Why does a magnetic dipole line that joins a singlet to a triplet come out as strong as one that joins two triplets? The magnetic dipole (M1) operator does not change the total spin $S$, so in Russell–Saunders (LS) coupling a line such as 2p² ¹D₂ – ³P₁ is forbidden. In beryllium-like bromine, Br³¹⁺, its matrix element is 1.110 Bohr magnetons, against 1.123 for the allowed ³P₂ – ³P₁. Among the $n=2$ lines, and for given angular momenta, the element is fixed almost wholly by how much triplet each level holds. The rate is a separate matter, ruled by the wavelength.

Magnetic dipole lines of Br³¹⁺ (Z = 35), two electrons outside a closed 1s² core, from B-spline many-body code 1. No-pair Dirac CI+MBPT in the frozen-core Dirac–Hartree–Fock potential, with screened core–valence correlation, Breit and QED; line elements include static RPA. The nucleus is finite, with rms radius 4.1629 fm.

| upper | lower | reduced element bohr magnetons (Bohr magnetons) | wavelength (nm) | rate (s⁻¹) |
| --- | --- | --- | --- | --- |
| 2p2 3P1 | 2s2 1S0 | 0.06534 | 5.794 | 197400 |
| 2s2p 3P1 | 2s2p 3P0 | 1.342 | 128.7 | 7600 |
| 2s2p 1P1 | 2s2p 3P0 | 0.4396 | 12.44 | 903200 |
| 2s2p 3P2 | 2s2p 3P1 | 1.500 | 26.89 | 624600 |
| 2s2p 1P1 | 2s2p 3P1 | 0.3619 | 13.77 | 451000 |
| 2s2p 1P1 | 2s2p 3P2 | 0.4918 | 28.22 | 96740 |
| 2s3p 3P1 | 2s2p 3P2 | 0.02102 | 0.6134 | 17220000 |
| 2p2 3P1 | 2p2 3P0 | 1.285 | 29.70 | 566700 |
| 2p2 1D2 | 2p2 3P1 | 1.110 | 128.2 | 3156 |
| 2p2 3P2 | 2p2 3P1 | 1.123 | 19.77 | 880200 |
| 2p2 1S0 | 2p2 3P1 | 0.5815 | 12.82 | 4332000 |
| 2p2 3P2 | 2p2 1D2 | 1.367 | 23.38 | 789100 |

Each row is a line from an upper to a lower level, named by the configuration of the two valence electrons and the term $^{2S+1}L_J$. The reduced element $m$ is the size of the M1 operator between the levels with the dependence on orientation removed, in Bohr magnetons $\mu_B$. The wavelength $\lambda$ follows from the CI+MBPT energies, and the rate $A$ is that of spontaneous M1 emission alone. Ten lines stay within one configuration, 2s2p or 2p², and have elements between 0.36 and 1.5. Two lines change the configuration and have far smaller elements.

An M1 photon turns a magnetic moment; without relativity it does not move an electron to another orbital. The moment is $\mathbf L + 2\mathbf S = \mathbf J + \mathbf S$ in units of $\mu_B$. The total angular momentum $\mathbf J$ cannot lead from one level to another: it keeps the value of $J$, and two levels of the same $J$ are orthogonal. Only $\mathbf S$ is left. It gives zero on a singlet, and on a triplet it reorients the spin against the orbit, leading from one ³P state to another. A level that is a mixture radiates through its ³P part only. If $t_u$ and $t_l$ are the ³P fractions of the upper and lower level,

$$m = M(J,J')\,\sqrt{t_u\,t_l},$$

where $M$ is the reduced element of $\mathbf S$ between pure ³P states. These numbers need no radial integral. Within one ³P$_J$ state the spin carries half of $\mathbf J$ (Landé factor 3/2), so $M(J,J)^2 = \tfrac14 J(J+1)(2J+1)$, which is 3/2 for $J=1$ and 15/2 for $J=2$. The squares out of a state $J$ must add up to $(2J+1)\,S(S+1) = 2(2J+1)$. For $J=0$ the only partner is $J=1$, so $M(1,0)^2 = 2$. For $J=1$ the total is 6, which leaves $M(2,1)^2 = 6 - 2 - 3/2 = 5/2$.

This argument can be held against the table without knowing any $t$. The levels 2s2p ³P₀, 2s2p ³P₂ and 2p² ³P₁ have no partner of their own $J$ in their configuration and are pure triplets. The squared elements from such a level to all the mixed levels of one $J$ must add up to $M^2$, however the triplet is shared out. From 2s2p ³P₀, $1.342^2 + 0.4396^2 = 1.994$ against 2. From 2s2p ³P₂ the sum is 2.492 and from 2p² ³P₁ to the $J=2$ pair it is 2.493, both against 5/2. The share of the ¹P₁ level is 0.097 whether it is read from $J=0$ or from $J=2$. The strength of a "forbidden" line is what the allowed line next to it has lost.

The calculation also reports the purity of the leading term of each level. Taking $t$ from these purities, with the remainder of a singlet level counted as ³P, reproduces the ten large elements to between 0.2 and 0.7 % of the table value, always slightly high. Purities and elements come from the same eigenvectors, so this confirms the operator argument and says nothing yet about why the mixing has its size.

The mixing is a contest between two interactions. Exchange between the valence electrons favours good total spin and grows about linearly with the nuclear charge. The spin–orbit interaction $\zeta\,\mathbf l\cdot\mathbf s$ of a 2p electron acts on one spin at a time and grows about as the fourth power. Written for 2s2p, it splits into a part along $\mathbf S$, which shifts ³P₀, ³P₁, ³P₂ by $-\zeta$, $-\zeta/2$, $+\zeta/2$, and a part along the difference of the two spins, which joins ³P₁ to ¹P₁ with strength $\zeta/\sqrt2$. A two-level problem then gives $t$ from level energies alone.

The line 2s2p ¹P₁ – ³P₀ shows the steps. The same calculation puts the pure levels ³P₀ and ³P₂ at 60.603 and 116.354 eV, so $\zeta = \tfrac23(116.354 - 60.603) = 37.17$ eV. An unmixed ³P₁ would lie at $60.603 + \zeta/2 = 79.19$ eV. The two $J=1$ levels lie at 70.239 and 160.285 eV, and since mixing conserves their sum, the unmixed ¹P₁ lies at $230.524 - 79.19 = 151.34$ eV. With the gap $\Delta = 72.15$ eV and the coupling $w = \zeta/\sqrt2 = 26.28$ eV,

$$t = \tfrac12\left(1 - \frac{\Delta}{\sqrt{\Delta^2 + 4w^2}}\right) = \tfrac12\left(1 - \frac{72.15}{89.27}\right) = 0.0959,$$

and $m = \sqrt{2 \times 0.0959} = 0.438$. The table has 0.4396; the estimate is 0.4 % low. No element entered this estimate and nothing was adjusted, but the energies of the line's own levels were used. The model splitting of 89.27 eV may be set against the calculated 90.05 eV as a check on the coupling.

The same recipe serves 2p², with the same $\zeta$, the pure ³P₁ level as anchor and couplings $\zeta/\sqrt2$ for $J=2$ and $\sqrt2\,\zeta$ for $J=0$. Over the eleven $n=2$ lines the root-mean-square error is 0.006 $\mu_B$. The two textbook limits do far worse. Pure LS coupling, read from the labels, gives zero for seven of the eleven lines and errs by 0.62 $\mu_B$. Pure $jj$ coupling, in which each electron has its own $j$ and the fractions $t$ of the mixed levels are 1/3 or 2/3, errs by 0.23 $\mu_B$. The ion is in intermediate coupling, and to a different degree in each pair of levels.

The difference lies in what spin–orbit coupling does to the unmixed gap. For 2s2p $J=1$ and 2p² $J=0$ it pushes the triplet down, away from the singlet, so the gap widens as the coupling grows and the upper level takes up triplet slowly: 0.097 and 0.17, on the way to 1/3. For 2p² $J=2$ it pushes ³P₂ up towards ¹D₂. The unmixed energies come out at 251.16 eV for the triplet and 249.21 eV for the singlet, less than 2 eV apart against a coupling of 26.28 eV. The mixture is then half and half. The purities of 0.505 and 0.507 say so, as do the Landé factors of 1.248 and 1.254, which lie midway between the singlet value of about 1 and the triplet value of about 1.5. The names ¹D₂ and ³P₂ are close to arbitrary here. The lower level is the one that in light ions is the Hund's-rule ³P₂; its triplet fraction falls from 1 towards 1/3 along the sequence, and it has just passed one half, where the names change places.

That near-degeneracy explains both the worst misses of the energy model and one of its best rows. The lines to ³P₁ go as $\sqrt t$, and $t$ moves by about 0.01 for each electronvolt of error in the unmixed gap. The model has 0.4815 for the lower level where the lines give 0.494, and it misses the two elements by $-1.2$ and $+1.4$ %. Borrowing $\zeta$ from 2s2p may contribute, but it cannot be the whole fault, since no single changed $\zeta$ mends both errors: the mixing asks for a slightly smaller value and the splitting for a slightly larger one. The line between the two $J=2$ levels goes as $\sqrt{t(1-t)}$, which is stationary at one half. Its largest possible value is $\sqrt{30}/4 = 1.369$, and the table has 1.367. Along the sequence this element starts from zero, peaks near bromine and sinks to the $jj$ value of 1.291.

All the complete sums fall short by about 0.3 % in the square, that is 0.14 to 0.16 % in the amplitude. The shortfall is some three times the rounding of the elements, and in the five-figure output of the run the sums agree with one another to within 0.03 %. Relativity is the first suspect. With hydrogenic Dirac functions for an effective charge of 32 or 33, the one-electron 2p$_{1/2}$–2p$_{3/2}$ element is 0.9963 or 0.9960 of its nonrelativistic value, a reduction more than twice too large. The anomalous moment of the electron multiplies the spin element by 1.0023, and $0.9963 \times 1.0023 = 0.9986$. The Landé factor of 1.5012 that the calculation gives to pure ³P levels contains this moment. This fits the sum from 2p² ³P₁ to $J=0$, the only one built wholly from 2p$_{1/2}$–2p$_{3/2}$ elements, but it does not carry over to the others. Two thirds of the sum from 2s2p ³P₀ rests on the difference between the Landé factors of 2s and 2p$_{1/2}$, which hydrogenic Dirac theory leaves unchanged, yet that sum falls short just as much. The cause of the common shortfall is left open.

The first irregular row, 2p² ³P₁ – 2s² ¹S₀, looks like a jump of two electrons with a change of spin, which a one-electron operator cannot make. It is the same triplet-to-triplet transition, fed by a trace of 2p² ³P₀ in the ground state. The table shows this through the sum rule. The two lines from 2p² ³P₁ to the 2p² $J=0$ levels exhaust only 0.9947 of the sum, visibly less than the 0.9967 to 0.9973 of the other three. Adding $0.06534^2$ raises the figure to 0.9968. The share of the ground state is 0.0021, in accord with its ¹S purity of 0.998.

Theory gives the trace in two steps. The Coulomb repulsion scatters the 2s² pair into 2p² ¹S. The integral is the one that splits singlet from triplet in 2s2p: if that splitting is $2G$, here 53.57 eV from the unmixed energies, the coupling is $\sqrt3\,G = 46.39$ eV. Spin–orbit coupling then joins 2p² ¹S to ³P₀ with $\sqrt2\,\zeta = 52.6$ eV. The unmixed ³P₀ lies at $213.995 - \zeta/2 = 195.4$ eV and the ¹S, from the sum of the two levels at 172.25 and 310.735 eV, near 287.6 eV. To lowest order the triplet amplitude is $(46.39/287.6)(52.6/195.4) = 0.043$, and $m \approx \sqrt2 \times 0.043 = 0.061$. Diagonalising the three-state matrix, with the unmixed 2s² energy set so that the lowest root is zero, gives 0.0654 against 0.06534. An agreement of 0.2 % is better than the model deserves, since it misses other rows by more than 1 % and uses one radial integral for both 2p$_{1/2}$ and 2p$_{3/2}$; it supports the chain, not the last digit.

The second irregular row, 2s3p ³P₁ – 2s2p ³P₂, is of another kind. Its angular factor is large. The upper level has purity 0.67 and Landé factor 1.336, the values of pure $jj$ coupling, because exchange between 2s and 3p is weak. The line is thus a 3p$_{1/2}$ → 2p$_{3/2}$ jump beside a 2s spectator, with angular factor $\sqrt{5/2 \times 2/3} = 1.291$. What is small is the radial factor. Without relativity it is the overlap of 3p with 2p, which is zero. In Dirac theory p$_{1/2}$ and p$_{3/2}$ have different radial shapes, the small components contribute, and the finite wavelength of the photon adds a term; each is of order $(Z\alpha)^2$, about 0.055 for an effective charge $Z$ of 32, with $\alpha$ the fine-structure constant. Hydrogenic Dirac functions give 0.0212 and 0.0225 for effective charges 32 and 33 in the long-wave limit, and 0.0192 and 0.0207 with retardation. The charges were chosen, not fitted: the nucleus less the two 1s electrons, with or without full screening by 2s. The table value, 0.02102, lies inside this range, which supports this origin and gives the size to some 10 %, but cannot separate the terms. This row is the least secure. Elements that vanish nonrelativistically are known to be sensitive to negative-energy states, which a no-pair calculation omits, and their effect on this line has not been determined.

The rates follow from

$$A = \frac{\mu_0\,\omega^3 \mu_B^2\, m^2}{3\pi\hbar c^3\,(2J_u+1)}, \qquad \omega = 2\pi c/\lambda,$$

with $J_u$ the angular momentum of the upper level. The formula returns every rate to 0.07 %; it is how the rates were made, so it only apportions the spread. Among the ten large lines $m^2$ spans 1.24 decades, $\lambda^{-3}$ spans 3.04 and the rate 3.14. The smallest element has the largest rate for the same reason. Against the second fastest line, 2p² ¹S₀ – ³P₁, the 2s3p line loses $(0.02102/0.5815)^2 = 1.31\times10^{-3}$ in strength and a factor 3 in $2J_u+1$, but gains $(12.82/0.6134)^3 = 9.1\times10^{3}$, for a net factor of 4.0.

The two slowest lines, both near 128 nm, have large elements and small gaps. Each joins two levels of the same $jj$ configuration, so the 2p fine-structure interval $\tfrac32\zeta = 55.75$ eV is not available to it. Sharing a $jj$ configuration does not ensure a small gap, however: 2s2p ¹P₁ – ³P₂ does so too and spans 43.93 eV. In the $jj$ limit exchange separates ³P₁ from ³P₀ by $2G/3 = 17.9$ eV and ¹P₁ from ³P₂ by $4G/3 = 35.7$ eV. The repulsion of the two $J=1$ levels takes about 8 eV from the first gap and adds it to the second. The two slow lines rest on different Coulomb integrals, 2s–2p exchange in one and 2p–2p repulsion in the other, and nothing in the model ties their wavelengths together; the match is taken as an accident of this nuclear charge. Their rates differ by 2.41, from $(1.342/1.110)^2 = 1.46$, the ratio 5/3 of the degeneracies and a 1 % effect of the wavelengths.

Small gaps are where the level of theory bites. From frozen-core CI to CI+MBPT the interval 2s2p ³P₂ – ³P₀ shrinks from 57.50 to 55.75 eV, by 3.0 %, while $2G$ changes only from 53.96 to 53.57 eV. Eleven of the twelve gaps shrink. The exception is ¹P₁ – ³P₂, up by 0.3 %, whose two levels both hold mainly 2p$_{3/2}$ and move down together. The two slow lines lose 0.52 and 0.83 eV, less than several others in absolute terms, but 5.1 and 7.9 % of their CI gaps, which at fixed element lowers the rates by 15 and 22 %. The 2s3p rate moves by 0.1 %. The step adds core–valence correlation, Breit and QED at once, so the shifts cannot be assigned among them; the Breit interaction is well known to narrow 2p fine structure and is the natural suspect. The reliable and the fragile parts are thus opposite at the two ends of the list: the slow lines have secure elements and sensitive wavelengths, the fastest line the reverse.

The rates are not inverse lifetimes. The 2s2p $J=1$ levels decay to the ground state and the 2p² levels to 2s2p by electric dipole radiation, which overwhelms M1 at this charge. For 2s2p ³P₂ no such path is open, and the 26.89 nm line is a real decay channel, shared with higher multipoles.

The scaling of the two interactions tells what neighbours do. In a lighter beryllium-like ion $\zeta/G$ falls roughly as the cube of the screened charge. The singlet–triplet elements and the 2s² element fall with it, the triplet lines approach $\sqrt2$ and $\sqrt{5/2}$, and the lower $J=2$ level regains the name ³P₂. Fine-structure rates then go as the cube of a gap that scales as $Z^4$, about $Z^{12}$, and the $n$-changing rate as $(Z^2)^2 (Z^2)^3 = Z^{10}$. In a heavier ion the elements drift to their $jj$ values, 2s2p ¹P₁ – ³P₀ from 0.44 towards 0.816, and lines inside one $jj$ configuration gain rate only slowly, because their gaps are set by Coulomb integrals. A carbon-like ion has the same 2p² algebra in its ground configuration, where no electric dipole path competes and M1 governs the decay of the fine-structure levels. In a magnesium-like ion the 3s3p levels obey the same formula, but 3p² ¹D₂ mixes strongly with 3s3d, so the $J=2$ problem needs a third state and the sum of 5/2 is shared among three lines.
